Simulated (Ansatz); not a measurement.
Sr: pressure against volume per atom

All results are calculated (Ansatz 0.2.0). Periodic Kohn-Sham DFT of a crystal at fixed atoms; pressure and stress are positive in compression; the energy is the free energy less that of spherical unpolarised free atoms; site moments are those in the method's own spheres, positive along +z.

Cell of the first row (space group Fm-3m, No. 225):
```
Sr
1.0
      0.0000     2.9802     2.9802
      2.9802     0.0000     2.9802
      2.9802     2.9802     0.0000
Sr
1
Direct
  0.00000 0.00000 0.00000
```

Settings of every row: method frozen-core PAW; functional LDA; relativity scalar; k mesh 10x10x10; filling fermi-dirac; smearing width 0.08 eV; wave cutoff 420 eV; paw set soft_2.

Atom start moment: 0 on all atoms.

Limits: PAW files made with PBE.

```csv
row,volume per atom (Å³),pressure (GPa)
1,52.94,-0.991
2,54.067,-1.198
3,55.193,-1.385
4,55.756,-1.471
5,56.319,-1.554
6,56.883,-1.633
7,57.446,-1.707
8,58.572,?
9,59.698,-1.972
```

Question: what pressure should row 8 give?

Worked fit of pressure. Take u = (V_r/V)^(2/3) − 1 with V_r = 56.038 Å³ an atom, which is twice the finite (Eulerian) strain; such expansions in the strain, on which the Birch-Murnaghan equation of state is built, carry the rest volume and the bulk modulus. The shown rows have u = 0.03864, 0.02416, 0.01018, 0.00337, -0.00333, -0.00993, -0.01641, -0.0413. Least squares give pressure = −1.5132 + 12.343 × u + 30.07 × u² GPa; a straight line predicts inner rows, each left out in turn, worse (root mean square 0.014 against 0.00056 GPa). The rows lie off it by 0.000, -0.001, -0.001, 0.000, 0.000, 0.000, 0.001, 0.000. The withheld row has u = -0.02905, so the fit gives −1.5132 + 12.343 × (-0.02905) + 30.07 × (-0.02905)² = -1.846 GPa.

The calculation gave -1.846 GPa. The fit meets it to the printed digit.
